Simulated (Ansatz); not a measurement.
# Spin-spiral energies of hcp Co along several directions of the zone, in LDA at the measured cell

Cobalt is a metal with a nearly full 3d shell, and its magnetic moment is carried by band electrons that also hold the crystal together. Every row here is the same hcp crystal with the same two atoms; only the pitch and direction of the imposed spiral differ. I want to see how the energy changes with the wavevector and which of the listed wavevectors lies lowest. The answer bears on the stiffness of the magnetisation, which helps to set the width of domain walls and the energies of spin waves in magnetic films and recording media. The energy is a free energy per magnetic atom, measured from the ferromagnet at q = 0, so a positive value means that the spiral is less stable than parallel moments.

## Systems and settings

Co (hcp): the measured cell (COD); 2 atoms in the cell, 2 magnetic, atoms held. Ansatz 0.2.0, plane waves with default PAW data sets, LDA, spinors without spin-orbit coupling, cutoff 420 eV, 12x12x8 k-points, Fermi-Dirac smearing of 0.05 eV. Spirals by the generalised Bloch theorem with a cone angle of 90 degrees, moment directions locked; at q = 0 the final moments point ++ relative to the first. Each row is one self-consistent run along a path through the zone.

Notes on method and selection:

- Each run ends in the state reached from its start, which may not be the lowest.
- In a Heisenberg model E(q) - E(0) = sin^2(cone angle) [J(0) - J(q)] per atom for one magnetic atom a cell, with E = -sum over ordered pairs of J e_i·e_j.
- Rows lie along several directions, so |q| alone does not order them.
- The zone-boundary wavevector (0, 0.5, 0.5) is not in the table; an order there may lie lower than every row.
- Runs that did not converge, have known faults or may not be shown are not listed, and runs on Ansatz's PAW sets soft_1 and soft_2 are kept to separate tables.

Columns:

- |q| (1/Å): length of the wavevector.
- wavevector: wavevector of the spiral in fractions of the reciprocal vectors.
- spiral energy (meV): free energy less that at q = 0, per magnetic atom.
- local moment (μB): mean size of the moments on the magnetic atoms, inside atomic spheres.

Input lines of one member:

```
kpoints:
  mp_grid: { grid: [12, 12, 8] }
hamiltonian:
  xc: lda
scf:
  occupations: { method: fermi_dirac, width: 0.05 }
  max_iter: 120
  convergence: { dr2_threshold: 1.0e-08 }
basis:
  ecutwfc: 420.0
magnetization:
  noncollinear: true
  spin_spiral: { q: [0.0, 0.0, 0.5] }
  spin_locking: { lock_directions: true }
```

Command (options for logging and memory left out): `ansatz run input.yaml --threads 1`

## Computed values

| member | |q| (1/Å) | wavevector | spiral energy (meV) | local moment (μB) |
| --- | --- | --- | --- | --- |
| q = (0, 0, 0) | 0.000 | (0, 0, 0) | 0.00 | 1.665 |
| q = (0, 0, 0.25) | 0.386 | (0, 0, 0.25) | 30.64 | 1.597 |
| q = (0.167, 0, 0) | 0.482 | (0.167, 0, 0) | 46.13 | 1.550 |
| q = (0, 0, 0.5) | 0.772 | (0, 0, 0.5) | 111.98 | 1.377 |
| q = (0.167, 0.167, 0) | 0.835 | (0.167, 0.167, 0) | 113.13 | 1.337 |
| q = (0.333, 0, 0) | 0.965 | (0.333, 0, 0) | ? | ? |
| q = (0.5, 0, 0) | 1.447 | (0.5, 0, 0) | 178.23 | 0.894 |
| q = (0.333, 0.333, 0) | 1.671 | (0.333, 0.333, 0) | 174.52 | 0.895 |
| q = (0.5, 0.167, 0) | 1.739 | (0.5, 0.167, 0) | 175.65 | 0.874 |

Cells marked ? are withheld until the estimate has been made.

## Interpretation

Among the rows with a value, the ferromagnet lies lowest. The gentlest spiral, (0, 0, 0.25), already costs 30.64 meV, and the highest shown value is 178.23 meV at (0.5, 0, 0). This ordering holds for the listed wavevectors only, since the zone-boundary order (0, 0.5, 0.5) is absent and could lie lower.

For a slow spiral the cost should grow as $q^2$, because neighbouring moments are tilted by a small angle proportional to $q$ and the cost rises as the square of that angle. The two shortest wavevectors agree with this. Along the hexagonal axis $E/q^2$ is 30.64 / 0.386² = 206 meV Å², and in the plane it is 46.13 / 0.482² = 199 meV Å². The stiffness is therefore nearly the same in both directions.

Along the axis a simple exchange picture goes further. A uniform spiral turns the moments by 45° from layer to layer at (0, 0, 0.25) and by 90° at (0, 0, 0.5). If only adjacent layers were coupled, the energy would follow $1-\cos\theta$, and the 90° row, multiplied by 1 − cos 45°, or about 0.29, would give 111.98 × 0.29 = 32.5 meV for the 45° row, close to the calculated 30.64 meV.

At large $q$ the energy levels off. The last three rows lie within 178.23 − 174.52 = 3.71 meV of one another, although their wavevectors point in different directions. Exchange between rigid moments also flattens towards a zone boundary, but these moments are not rigid: they fall from 1.665 μB at q = 0 to 0.894 μB at (0.5, 0, 0), a ratio of 0.894 / 1.665 = 0.54. When neighbouring moments are strongly tilted, hopping mixes majority and minority d states and weakens the exchange splitting. A single set of exchange constants for fixed moments should therefore not be carried from small to large angles.

I read no order into the small differences on this plateau. At several in-plane wavevectors the direction lock holds the two sublattices at an unrelaxed angle, which may leave the energy too high.

## Prediction

Plain estimates from the members shown:

- q = (0.333, 0, 0), straight-line interpolation between q = (0.167, 0.167, 0) and q = (0.5, 0, 0): w = (0.965 − 0.835) / (1.447 − 0.835) = 0.212, so 113.13 + 0.212 × (178.23 − 113.13) = 126.96 meV

The straight-line estimate of 126.96 meV is probably too low. The in-plane slope falls from (113.13 − 46.13) / (0.835 − 0.482) = 190 meV Å to (178.23 − 113.13) / (1.447 − 0.835) = 106 meV Å, and a smooth curve that bends this way lies above its chord.

I interpolate $E/q^2$ linearly in $q$ instead, which keeps the quadratic start. Hexagonal symmetry makes the in-plane energy independent of direction up to fourth order in $q$, so (0.167, 0.167, 0) is a fair lower neighbour. The bracketing values are 113.13 / 0.835² = 162.3 and 178.23 / 1.447² = 85.1 meV Å². With the weight 0.212 this gives 162.3 − 0.212 × (162.3 − 85.1) = 145.9 meV Å², and 145.9 × 0.965² = 135.9 meV.

I tried the route on two shown in-plane rows, each from its neighbours on either side. For (0.167, 0.167, 0) the lower neighbour has 46.13 / 0.482² = 198.6 and the weight is (0.835 − 0.482) / (1.447 − 0.482) = 0.366, which gives 198.6 − 0.366 × (198.6 − 85.1) = 157.1 against 162.3 meV Å², and for (0.5, 0, 0) the upper neighbour has 174.52 / 1.671² = 62.5 and the weight is (1.447 − 0.835) / (1.671 − 0.835) = 0.732, which gives 162.3 − 0.732 × (162.3 − 62.5) = 89.2 against 85.1 meV Å². At the wavevector wanted here, these misses amount to (162.3 − 157.1) × 0.965² = 4.8 meV and (89.2 − 85.1) × 0.965² = 3.8 meV, with opposite signs. I therefore apply no correction and take the larger miss, rounded to 5 meV, as the error. The estimate refers to a run with locked directions, like its neighbours, and places this spiral well above the ferromagnet.

**Committed estimate, q = (0.333, 0, 0): spiral energy = 136 ± 5 meV.**

## Outcome

| member | |q| (1/Å) | wavevector | spiral energy (meV) | local moment (μB) |
| --- | --- | --- | --- | --- |
| q = (0.333, 0, 0) | 0.965 | (0.333, 0, 0) | 138.96 | 1.238 |

| member | estimate | spiral energy (meV) | computed | estimate − computed | miss in error bars |
| --- | --- | --- | --- | --- | --- |
| q = (0.333, 0, 0) | committed | 136.00 | 138.96 | −2.96 | 0.6 |
| q = (0.333, 0, 0) | interpolation | 126.96 | 138.96 | −12.00 |  |

The computed 138.96 meV lies 2.96 meV above my 136 ± 5, which is inside the error bar. The straight-line estimate was 12.00 meV too low.

Interpolating $E/q^2$ instead of $E$ was the right choice, but my picture of a steady flattening was not. The in-plane slope is 190 meV Å between 0.482 and 0.835 1/Å, still (138.96 − 113.13) / (0.965 − 0.835) = 199 meV Å up to the new row, and only (178.23 − 138.96) / (1.447 − 0.965) = 81 meV Å after it. The middle step joins two directions, but along (h, 0, 0) alone the slope is also (138.96 − 46.13) / (0.965 − 0.482) = 192 meV Å up to the new row. The levelling-off therefore comes mainly beyond 0.965 1/Å.

The moment of 1.238 μB fits the steady loss seen in the neighbouring rows. That agrees with moments weakened by strong tilting, but it does not show how much of the flattening this weakening causes.

## Residuals

The row that departs most clearly from the in-plane behaviour is (0, 0, 0.5). Interpolating $E/q^2$ between 46.13 / 0.482² = 198.6 at (0.167, 0, 0) and 138.96 / 0.965² = 149.2 at (0.333, 0, 0), with the weight (0.772 − 0.482) / (0.965 − 0.482) = 0.600, gives 198.6 − 0.600 × (198.6 − 149.2) = 169.0, and so 169.0 × 0.772² = 100.7 meV at its length, against 111.98 meV calculated, so the axial spiral costs about 11 meV more. Its moment of 1.377 μB is close to what the in-plane rows suggest, so a different loss of moment is an unlikely reason. The direction lock has the wrong sign, since relaxing the in-plane spirals could only lower them and widen the gap. The likeliest reason is that exchange beyond the $q^2$ term depends on direction, as hexagonal symmetry allows between axis and plane.

The three rows on the plateau do not follow their order in $|q|$, and for one of them that order means little. The wavevector (0.5, 0.167, 0) is longer than the zone corner (0.333, 0.333, 0), 1.739 against 1.671 1/Å, so it lies outside the first zone. From cell to cell its moments turn as they would at (−0.5, 0.167, 0), which is shorter even than (0.5, 0, 0). The two are still not the same state, because the lock sets a different angle between the sublattices in each.

I was therefore wrong to count this row as a step to larger $q$ when I described the levelling-off. That rests on the two zone-boundary rows, (0.5, 0, 0) and (0.333, 0.333, 0). All three energies lie within 4 meV of one another, and different directions and unrelaxed sublattice angles could both produce differences of that size.

## Summary

Of the nine wavevectors listed, q = 0 lies lowest. I left open above that (0, 0.5, 0.5), which has no row, could lie lower still, but the table gives no reason to expect it. Within each layer its moments alternate as at (0, 0.5, 0), which by symmetry is equivalent to (0.5, 0, 0) at 178.23 meV, and the different stacking of the layers would have to win back all of that cost. Hcp cobalt is also a ferromagnet in experiment.

Up to about 0.48 1/Å the cost is close to 200 meV Å² times $q^2$, along the axis and in the plane alike. For another in-plane spiral between 0.48 and 0.97 1/Å, interpolating $E/q^2$ should serve to within a few meV: with the weight (0.835 − 0.482) / (0.965 − 0.482) = 0.731, the rows at 0.482 and 0.965 1/Å give 198.6 − 0.731 × (198.6 − 149.2) = 162.5, and so 162.5 × 0.835² = 113.3 meV for (0.167, 0.167, 0), against 113.13 meV calculated.

The usable result is the spin-wave stiffness, $D = 4E/(mq^2)$ for a flat spiral, with $m$ the local moment at q = 0 in μB. The shortest axial spiral gives 4 × 206 / 1.665 = 495 meV Å², probably a few per cent low because $E/q^2$ already falls at finite $q$.

Spin-orbit coupling is left out of these runs. The anisotropy it causes in hcp Co is well below 1 meV per atom, far too small to change the order of ferromagnet and spirals here.

[Logs are printed without paths, hosts, clocks, repeated set-up lines and the standing remarks that a program may print on its own settings, such as how far it seeks lower states.]
